\section*{MP2 energy from the second-order self-energy: recovering the parameters of a Hubbard dimer}

\subsection*{Conventions}
Spin orbitals are canonical Hartree--Fock (HF) orbitals with energies $\epsilon_p$. Indices $i,j$ are occupied and $a,b$ virtual, and a gap contains the chemical potential $\mu$. The variable $\omega$ is an energy, $\langle pq\|rs\rangle=\langle pq|rs\rangle-\langle pq|sr\rangle$, and $\Delta_{ij}^{ab}=\epsilon_a+\epsilon_b-\epsilon_i-\epsilon_j>0$. The Fock operator is $F=h+v$, with $h$ the one-electron Hamiltonian and $v$ the HF potential. Orders are counted in $\lambda$, with $H(\lambda)=F+\lambda(H-F)$. Energies are in attojoule ($1\ \mathrm{aJ}=10^{-18}\ \mathrm{J}\approx 6.24\ \mathrm{eV}$).

\subsection*{Statement}
The second-order self-energy is $\Sigma=\Sigma^{2p1h}+\Sigma^{2h1p}$ with
\begin{equation}
\Sigma^{2p1h}_{pq}(\omega)=\frac12\sum_{jab}\frac{\langle pj\|ab\rangle\langle ab\|qj\rangle}{\omega+\epsilon_j-\epsilon_a-\epsilon_b},\qquad
\Sigma^{2h1p}_{pq}(\omega)=\frac12\sum_{ijb}\frac{\langle pb\|ij\rangle\langle ij\|qb\rangle}{\omega+\epsilon_b-\epsilon_i-\epsilon_j}.
\label{sigma}
\end{equation}
The second-order M\o ller--Plesset (MP2) correlation energy follows from either part:
\begin{equation}
E_2=-\frac14\sum_{ijab}\frac{|\langle ij\|ab\rangle|^2}{\Delta_{ij}^{ab}}
=\frac12\sum_i\Sigma^{2p1h}_{ii}(\epsilon_i)=-\frac12\sum_a\Sigma^{2h1p}_{aa}(\epsilon_a).
\label{mp2}
\end{equation}
The Galitskii--Migdal (GM) formula for the electronic energy is
\begin{equation}
E=\frac12\oint_C\frac{d\omega}{2\pi i}\,\mathrm{Tr}\,[(\omega+h)G(\omega)],
\label{gm}
\end{equation}
where $C$ runs counterclockwise around all poles below $\mu$. With $G=G_0+G_0\Sigma G_0$ it gives
\begin{equation}
E=E_{\mathrm{HF}}+E_2-\tfrac12\mathrm{Tr}\,[v\rho_2],
\label{gm2}
\end{equation}
where $\rho_2$ is the second-order density matrix. The last term is of third order, so the energy kept strictly to second order is $E_{\mathrm{HF}}+E_2$.

The half-filled Hubbard dimer has two sites of zero energy, two electrons, hopping $t>0$ and on-site interaction $U$:
\begin{equation}
H=-t\sum_\sigma\left(c^\dagger_{1\sigma}c_{2\sigma}+c^\dagger_{2\sigma}c_{1\sigma}\right)+U\sum_{k=1}^{2}n_{k\uparrow}n_{k\downarrow}.
\end{equation}
With the restricted HF reference, $g$ the bonding and $u$ the antibonding orbital,
\begin{equation}
s\equiv-\Sigma_{gg}(\epsilon_g)=-E_2=\frac{U^2}{16t},\qquad
E=\frac U2-2t-s,\qquad n\equiv(\rho_2)_{uu}=\frac{U^2}{64t^2},
\label{forward}
\end{equation}
where $n$ is the occupation of one antibonding spin orbital. The pair $(s,E)$ is inverted by
\begin{equation}
t_\pm=\tfrac12(-E\pm W),\qquad U_\pm=2(s\pm W),\qquad W=\sqrt{-s(2E+s)}.
\label{inverse}
\end{equation}

\subsection*{Data and inferred parameters}
The following values were made for the exercise. They stand for the output of a strictly second-order propagator calculation on a dimer of unknown $t$ and $U$, and each is rounded to $\pm5\times10^{-5}$ in its unit:
\begin{equation}
\Sigma_{gg}(\epsilon_g)=-0.0705\ \mathrm{aJ},\qquad E=-0.5505\ \mathrm{aJ},\qquad n=0.0430 .
\end{equation}
By \eqref{forward} the first value is already the MP2 energy, and $E_{\mathrm{HF}}=E+s=-0.4800$ aJ. Then $2E+s=-1.0305$ aJ and $W=0.26954$ aJ, and \eqref{inverse} gives two candidates.
\begin{center}
\begin{tabular}{lcccc}
branch & $t$ (aJ) & $U$ (aJ) & $U/t$ & $n=s/4t$\\ \hline
upper & $0.4100$ & $0.6801$ & $1.66$ & $0.0430$\\
lower & $0.1405$ & $-0.3981$ & $-2.83$ & $0.1255$
\end{tabular}
\end{center}
The occupation was not used in the inversion, and it selects the upper branch. The lower branch is an attractive model, so the assumption $U>0$ would exclude it too.

\subsection*{Uniqueness}
Inserting \eqref{forward} gives $2E+s=-(U-8t)^2/16t$ and $W=|U(8t-U)|/16t$. Data are therefore admissible only if $s\ge0$ and $2E+s\le0$. The upper sign holds for $0<U<8t$ and the lower sign for $U<0$ or $U>8t$. Since $E^2-W^2=(E+s)^2$, both $t_\pm$ are positive when $E+s\neq0$, so two energies always admit two models. The partner $U_-$ is negative exactly when $W>s$, that is when $E_{\mathrm{HF}}<0$, which on the upper branch means $U<4t$. A repulsive solution is thus unique for $E_{\mathrm{HF}}<0$. For $E_{\mathrm{HF}}>0$ two repulsive solutions exist, one with $4t<U<8t$ and one with $U>8t$, and $n$ is needed. The pair $(s,n)$ is even in $U$ and fixes only $t=s/4n$ and $|U|=2s/\sqrt n$.

The reference also has to be stable. For orbitals with site occupations $(1\pm m)/2$ the HF energy is $-2t\sqrt{1-m^2}+\tfrac U2(1\mp m^2)$, with the upper sign for opposite polarisation of the two spins and the lower sign for equal polarisation. The coefficient of $m^2$ is $t\mp U/2$, so the symmetric solution is a minimum against these distortions for $|U|<2t$. The upper branch meets this condition and the lower one does not.

\subsection*{Propagation of errors in the data}
The Jacobian determinant of $(t,U)\mapsto(s,E)$ is $U(8t-U)/32t^2$. It vanishes at $U=0$ and $U=8t$, where the branches meet and the inversion is ill-conditioned. On the upper branch $\partial W/\partial s=-(E+s)/W$ and $\partial W/\partial E=-s/W$, hence
\begin{equation}
\delta t=-\frac{E+s}{2W}\,\delta s-\frac12\Big(1+\frac sW\Big)\delta E,\qquad
\delta U=2\Big(1-\frac{E+s}{W}\Big)\delta s-\frac{2s}{W}\,\delta E .
\end{equation}
For the data, $\delta t=0.89\,\delta s-0.63\,\delta E$ and $\delta U=5.56\,\delta s-0.52\,\delta E$. Adding magnitudes gives the worst-case rounding errors $|\delta t|\le7.6\times10^{-5}$ aJ and $|\delta U|\le3.0\times10^{-4}$ aJ, so that
\begin{equation}
t=(0.4100\pm0.0001)\ \mathrm{aJ},\qquad U=(0.6801\pm0.0003)\ \mathrm{aJ}.
\end{equation}
The bound on $U$ comes almost wholly from $s$. The route through $(s,n)$ has relative bounds $\delta s/s+\delta n/n$ for $t$ and $\delta s/s+\delta n/2n$ for $|U|$. It gives $t=(0.4099\pm0.0008)$ aJ and $|U|=(0.6800\pm0.0009)$ aJ, and is less sharp because it divides two small numbers.

These bounds hold only for strictly second-order data. The exact ground-state energy is
\begin{equation}
E_0=\frac U2-\frac12\sqrt{U^2+16t^2}=\frac U2-2t-\frac{U^2}{16t}+\frac{U^4}{1024t^3}-\dots,
\label{exact}
\end{equation}
a series that converges for $|U|<4t$. At the inferred parameters the fourth-order term is $0.0030$ aJ and $E_0=-0.5477$ aJ. The exact correlation energy is $-0.0677$ aJ, which MP2 overshoots in magnitude by $4\,\%$. The difference $E_0-E=0.0028$ aJ is $56$ times the rounding half-width. An exact energy entered in \eqref{inverse} in place of the second-order one would lower $t$ by $0.0018$ aJ and $U$ by $0.0015$ aJ, well outside the rounding bounds.

\subsection*{Proofs}
\emph{Equation \eqref{mp2}.} Setting $p=q=i$ and $\omega=\epsilon_i$ in \eqref{sigma} turns the denominator into $-\Delta_{ij}^{ab}$, so $\sum_i\Sigma^{2p1h}_{ii}(\epsilon_i)=-\frac12\sum_{ijab}|\langle ij\|ab\rangle|^2/\Delta_{ij}^{ab}=2E_2$. Setting $p=q=a$ and $\omega=\epsilon_a$ in the other part gives $+\Delta_{ij}^{ab}$ and the sum $-2E_2$.

\emph{Equation \eqref{gm2}.} With $G_0=(\omega-F)^{-1}$, \eqref{gm} gives $\frac12\sum_i(\epsilon_i+h_{ii})=E_{\mathrm{HF}}$. The first-order self-energy vanishes for an HF reference, so $G_2=G_0\Sigma G_0$ is the complete second-order term. Write $\omega+h=(\omega-F)+2F-v$ and $\rho_2=\oint_C G_2\,d\omega/2\pi i$. The contribution of $G_2$ is
\begin{equation}
\frac12\oint_C\frac{d\omega}{2\pi i}\mathrm{Tr}\,[\Sigma G_0]+\mathrm{Tr}\,[F\rho_2]-\frac12\mathrm{Tr}\,[v\rho_2].
\label{split}
\end{equation}
The $2p1h$ poles lie above $\mu$ and the $2h1p$ poles below it. Both integrands fall at least as $\omega^{-2}$, so a term vanishes if all its poles lie on one side. Two combinations survive: $2p1h$ with $p=i$, taken at the enclosed pole $\epsilon_i$, and $2h1p$ with $p=a$, taken as minus the residue at the outer pole $\epsilon_a$. The first term of \eqref{split} is
\begin{equation}
\frac12\Big[\sum_i\Sigma^{2p1h}_{ii}(\epsilon_i)-\sum_a\Sigma^{2h1p}_{aa}(\epsilon_a)\Big]=2E_2 .
\end{equation}
The double poles of $G_2$ give derivatives of the self-energy:
\begin{equation}
(\rho_2)_{ii}=\partial_\omega\Sigma^{2p1h}_{ii}(\epsilon_i)=-\frac12\sum_{jab}\frac{|\langle ij\|ab\rangle|^2}{(\Delta_{ij}^{ab})^2},\qquad
(\rho_2)_{aa}=-\partial_\omega\Sigma^{2h1p}_{aa}(\epsilon_a)=\frac12\sum_{ijb}\frac{|\langle ij\|ab\rangle|^2}{(\Delta_{ij}^{ab})^2}.
\end{equation}
These sum to $\mathrm{Tr}\,\rho_2=0$. Weighting with $\epsilon_p$ and symmetrising in $i,j$ and in $a,b$ gives $\mathrm{Tr}\,[F\rho_2]=\frac14\sum_{ijab}|\langle ij\|ab\rangle|^2/\Delta_{ij}^{ab}=-E_2$. The two terms add to $E_2$. In $H(\lambda)$ the one-electron part is $F-\lambda v$, so $\mathrm{Tr}\,[v\rho_2]$ carries $\lambda^3$. For a molecule it is in general not zero. It is cancelled by the static third-order self-energy $v[\rho_2]$, the HF potential of $\rho_2$, which adds $\frac12\sum_i v[\rho_2]_{ii}=\frac12\mathrm{Tr}\,[v\rho_2]$ to \eqref{gm}.

\emph{Equation \eqref{forward}.} The orbitals are $g,u=(1\pm2)/\sqrt2$ in terms of the site orbitals. Each site holds half an electron of each spin, so $v=U/2$ times the unit matrix, $\epsilon_{g,u}=U/2\mp t$, $\mu=U/2$ and $E_{\mathrm{HF}}=U/2-2t$. Only electrons of opposite spin interact, and $\langle pq|rs\rangle=U/2$ if $u$ occurs an even number of times, zero otherwise. One excitation remains, $g_\uparrow g_\downarrow\to u_\uparrow u_\downarrow$, with $\Delta=4t$. For each spin, with $x=\omega-U/2$,
\begin{equation}
\Sigma_{gg}=\frac{U^2/4}{x-3t},\qquad\Sigma_{uu}=\frac{U^2/4}{x+3t},\qquad\Sigma_{gu}=0,
\end{equation}
the first purely $2p1h$ and the second purely $2h1p$. At $x=-t$, $\Sigma_{gg}=-U^2/16t$, and the two spins cancel the factor $\frac12$ in \eqref{mp2}. At $x=t$, $-\partial_x\Sigma_{uu}=U^2/64t^2$. Since $v$ is a multiple of the unit matrix and $\mathrm{Tr}\,\rho_2=0$, the last term of \eqref{gm2} vanishes identically here.

\emph{Equation \eqref{inverse}.} From \eqref{forward}, $U=2(E+s)+4t$. Inserting this in $U^2=16ts$ gives $4t^2+4Et+(E+s)^2=0$, whose roots are $t_\pm$ because $E^2-(E+s)^2=W^2$. Back-substitution gives $U_\pm$.

\emph{Equation \eqref{exact}.} In the basis of the covalent singlet and the symmetric ionic singlet, $H$ has diagonal elements $0$ and $U$ and coupling $-2t$, and $E_0$ is the lower eigenvalue. Its branch points at $U=\pm4it$ set the radius of convergence.

\emph{Role of the truncation.} Solving the Dyson equation $G=(G_0^{-1}-\Sigma)^{-1}$ with the same $\Sigma$ changes the energy. With $D=\sqrt{U^2+16t^2}$, the enclosed poles are $x=t-D/2$ for $g$ and $x=-t-D/2$ for $u$, with residues $\frac12\pm2t/D$. At both poles $\omega+h_{pp}=U/2-D/2$, because $h_{gg}=-t$ and $h_{uu}=t$. The residues add to one for each spin, so \eqref{gm} returns $E_0$ of \eqref{exact}. An energy from the iterated propagator therefore carries the same offset of $0.0028$ aJ and must not be entered in \eqref{inverse}.